# Mobility and Brownian diffusivity of a spherical void: limits and scaling for Cu lines

## Conventions and dimensional analysis

A sphere of radius $r$ translates relative to a lattice that is at rest far away. $\Omega$ is the atomic volume and $N=4\pi r^3/3\Omega$ the number of missing atoms. $D_s\delta$ is the surface diffusivity times the thickness of the mobile layer, and $D$ is the lattice diffusivity. Both are mass-transport coefficients (for vacancies in fcc, the tracer value divided by a correlation factor of about 0.78). Surface energy $\gamma$ and diffusivities are isotropic. Atoms flow down $\psi$, the chemical potential plus the potential of any applied force.

**Predict.** The void diffusivity $D_p$ is linear in the transport coefficient and in $\Omega$. Which powers of $r$ follow?

$D_s\delta\,\Omega$ has units nm$^6$/s and $D\Omega$ has nm$^5$/s, so $D_p\sim D_s\delta\,\Omega/r^4$ or $D\Omega/r^3$. Only the prefactors need a calculation.

## One driving mode, three paths

Rigid translation at speed $v$ along $z$ needs the normal velocity $v\cos\theta$, so $\psi=A\cos\theta$ on the surface. Atoms leave the high side and the void advances toward it. The conjugate force $F$ follows from the dissipation:
$$Fv=\oint \psi\,\frac{v\cos\theta}{\Omega}\,dS\quad\Rightarrow\quad F=\frac{4\pi r^2A}{3\Omega}.$$
A uniform force $f$ per atom along $+z$ means $A=-fr$ and $F=-Nf$: the void moves against the force on the atoms.

*Surface path.* $J_\theta=(D_s\delta/\Omega kT)A\sin\theta/r$ has surface divergence $(D_s\delta/\Omega kT)\,2A\cos\theta/r^2$. Hence $|v|=2D_s\delta f/(kTr)$, and the Einstein relation $D_p=kT\,v/F$ gives
$$D_p^{s}=\frac{3D_s\delta\,\Omega}{2\pi r^4}=\frac{2\delta}{r}\frac{D_s}{N}.$$
Counting jumps confirms it. The $n=4\pi r^2\delta/\Omega$ mobile atoms jump at rate $\Gamma$ over $\lambda$, with $D_s=\Gamma\lambda^2/4$, and each jump shifts the centroid by $\lambda/N$. So $D_p=n\Gamma\lambda^2/6N^2=\tfrac23 nD_s/N^2$, the same expression.

**Predict.** Atoms may also diffuse around the sphere through the matrix, or straight through an inclusion. For equal diffusivity, which path is faster?

Solve $\nabla^2\psi=0$ in the radial coordinate $\rho$. Outside, $\psi=A(r/\rho)^2\cos\theta$ has slope $2A/r$ in magnitude at the surface. Inside, $\psi=A(\rho/r)\cos\theta$ has slope $A/r$. With $v=(D/kT)\times$ slope,
$$D_p^{\rm matrix}=\frac{3D\Omega}{2\pi r^3}=\frac{2D}{N},\qquad D_p^{\rm inside}=\frac{3D_i\Omega}{4\pi r^3}=\frac{D_i}{N}.$$
The matrix path is twice as fast. $D_i$ is the diffusivity of matrix atoms in the inclusion times their concentration there in units of $1/\Omega$, taken as dilute. A solid inclusion also needs an interface that emits and absorbs atoms freely, and $D_s\delta$ then refers to that interface. All paths share $A$, so they add.

## Thickness of the conducting region

Let diffusion with coefficient $D$ fill the shell $r<\rho<R$ with no flux at $R$. Then $\psi\propto(\rho+R^3/2\rho^2)\cos\theta$ and, with $x=R/r$,
$$D_p=\frac{D}{N}\,g,\qquad g=\frac{2(x^3-1)}{x^3+2}.$$

**Predict** both limits.

For $R=r+\delta$ and $\delta\ll r$, $g=(2\delta/r)[1-\tfrac23(\delta/r)^2+\dots]$. This is the surface law, and the first-order correction cancels. For $R\gg r$, $g=2[1-3(r/R)^3+\dots]$, the matrix law reduced by confinement.

## Inputs for Cu at 573 K

Here $kT=0.04938$ eV. A lattice parameter of about 0.3615 nm at 293 K and the compiled expansion $16.5\times10^{-6}$/K (Kaye and Laby Online, NPL), held constant, give $\Omega=0.0120$ nm$^3$. The remaining inputs are typical or illustrative:

- Surface: prefactor 0.1 cm$^2$/s, 0.90 eV, $\delta=0.25$ nm, so $D_s=1.2\times10^5$ nm$^2$/s and $D_s\delta=3.0\times10^4$ nm$^3$/s.
- Lattice: 0.2 cm$^2$/s, 2.04 eV, so $D=2.3\times10^{-5}$ nm$^2$/s.
- $j=2$ MA/cm$^2$, resistivity $\rho_e=3.6\ \mu\Omega\,$cm, $|Z^*|=5$, so $f_0=|Z^*|e\rho_ej=3.6\times10^{-6}$ eV/nm.
- $\gamma=1.5$ J/m$^2=9.36$ eV/nm$^2$.

## Which path wins?

Surface and matrix combine to $D_p=D_p^s(1+r/r^*)$ with $r^*=D_s\delta/D$. For $r\ll r^*$ the $r^{-4}$ law has the relative correction $r/r^*$, and for $r\gg r^*$ the $r^{-3}$ law has $r^*/r$.

**Predict.** Is $r^*$ nanometres, micrometres or more?

The model gives $r^*=1.3$ m. It falls as $\exp(1.14\ \text{eV}/kT)$, but extrapolation to the melting point, about 1358 K, still leaves 2.1 µm.

*Vapour path.* Atoms emitted with a cosine law inside a sphere land uniformly, so only emission varies with $\theta$. With unit sticking, $v=uA/kT$ where $u=p\Omega/\sqrt{2\pi mkT}$, and $D_p^{v}=3\Omega u/4\pi r^2$. Equate the chemical potential of an ideal gas (ground-state degeneracy 2, $m\approx63.55$ u, thermal wavelength $\Lambda=h/\sqrt{2\pi mkT}$) with that of a classical Debye solid:
$$p=\frac{2kT}{\Lambda^{3}}\left(\frac{\Theta}{T}\right)^3\exp\!\left[-1-\frac{E_c+\tfrac98k\Theta}{kT}\right].$$
The compiled values $E_c=3.49$ eV (Harl 2010), read as including zero-point motion, and $\Theta=343$ K (Wikipedia) give $p=1.7\times10^{-19}$ Pa and $u=2.8\times10^{-17}$ nm/s. Vapour equals surface transport at $\sqrt{2D_s\delta/u}=46$ m, beyond $r^*$. Surface diffusion rules every void that fits in a line.

*Attachment limit.* If atoms detach at a finite rate, $v=u_a(A-A_a)/kT$, where $A_a$ is the amplitude for the adatoms, and $v=2D_s\delta A_a/kTr^2$. Eliminating $A_a$,
$$D_p=\frac{D_p^s}{1+\ell^2/r^2},\qquad \ell^2=\frac{2D_s\delta}{u_a}.$$
For $r\gg\ell$, $D_p\approx D_p^s(1-\ell^2/r^2)$. For $r\ll\ell$, $D_p\approx(3\Omega u_a/4\pi r^2)(1-r^2/\ell^2)$. Series steps let the slower process rule, so the $r^{-4}$ growth is cut off at small $r$. Facets lower $u_a$ and raise $\ell$.

## The electromigration force

**Predict.** Is $f$ equal to $f_0$?

No, because current crowds around the void. For an Ohmic sphere with conductivity ratio $s$ (inclusion to matrix), matching potential and normal current gives the tangential field $\beta E_0\sin\theta$ with $\beta=3/(2+s)$. Its limits are $\tfrac32(1-s/2)$ for $s\ll1$, 1 for $s=1$, and $(3/s)(1-2/s)$ for $s\gg1$. For a void $f=\tfrac32f_0=5.4\times10^{-6}$ eV/nm and
$$|v|=\frac{3D_s\delta\,|Z^*|e\rho_ej}{kTr},$$
directed against the electron wind, toward the cathode. In a spherical cell of radius $R$ with the current imposed at $R$, the field rises further by $1/(1-r^3/R^3)$.

The lattice contribution depends on the far field. With free flux, the wind force has no normal component at the void and the void stays fixed in the lattice. With the far flux blocked, the matrix law gives $3Df_0/kT=5.0\times10^{-9}$ nm/s. Both are negligible.

The factor $\tfrac32$ needs $r$ well above the electron mean free path. A typical product of resistivity and free path, $6.6\times10^{-16}\ \Omega\,$m$^2$, gives 18 nm, comparable to the voids below. Dropping the crowding altogether would lower $v$ by a third, which indicates the size of this uncertainty.

## Drift, Brownian motion and shape

Drift $vt$ overtakes the spread $\sqrt{2D_pt}$ along the line at $L^*=2D_p/v=2kT/|F|\propto r^{-3}j^{-1}$.

**Predict.** Does $L^*$ depend on $D_s\delta$?

It does not, since the mobility cancels. The Péclet number over one radius, $|F|r/kT$, reaches 1 at $r_{\rm Pe}=(3\Omega kT/4\pi f)^{1/4}=2.3$ nm. A tenfold lower current raises this by a factor of only 1.8, and $\beta=1$ by 1.11. Over a 100 nm distance the crossover radius is 0.64 nm.

A shape mode of order $l$ and amplitude $a$ changes the total curvature by $(l-1)(l+2)a/r^2$, and the surface Laplacian contributes $l(l+1)/r^2$. The decay rate is $B(l-1)l(l+1)(l+2)/r^4$ with $B=D_s\delta\gamma\Omega/kT$. It vanishes for $l=1$, the free translation, and is $24B/r^4$ for $l=2$. Dividing $v/r$ by that rate gives
$$\chi=\frac{fr^2}{12\gamma\Omega}=\left(\frac{r}{r_c}\right)^2,\qquad r_c=0.50\ \mu\text{m}.$$
The ideal drive is pure $l=1$ and leaves the sphere undistorted. Walls or anisotropy add higher modes, and for $\chi\ll1$ capillarity limits the current-induced distortion to order $\chi$. Near $\chi\sim1$ the spherical assumption is no longer safe.

| $r$ (nm) | $D_p^s$ (nm$^2$/s) | $\lvert v\rvert$ (nm/s) | $L^*$ (nm) | $\chi$ |
|---|---|---|---|---|
| 2 | 11 | 3.3 | 6.5 | $1.6\times10^{-5}$ |
| 10 | 0.017 | 0.66 | 0.052 | $4.0\times10^{-4}$ |
| 40 | $6.7\times10^{-5}$ | 0.16 | $8.2\times10^{-4}$ | $6.4\times10^{-3}$ |

The shell correction is 1 % at $r=2$ nm and smaller above. An $L^*$ below an atomic spacing means pure drift.

**Predict.** A 10 nm and a 40 nm void lie on one line. What happens?

The small void drifts 4 times faster and can catch the large one from the anode side, while its Brownian diffusivity is 256 times larger yet irrelevant. Between $r_{\rm Pe}$ and $r_c$ the model void is a rigid sphere drifting as $1/r$, at 0.59 µm/h for 40 nm. That speed is the model's and is proportional to the illustrative $D_s\delta\,|Z^*|$; a change of 0.1 eV in the barrier alters it by a factor of 7.6. As typical knowledge, voids in capped Cu lines are faceted, sit at the cap interface and stall at grain boundaries, so their mean progress tends to fall below the free-sphere value, often by an order of magnitude or more. $L^*$, $r_{\rm Pe}$ and $r_c$ contain no diffusivity and are the firmer results.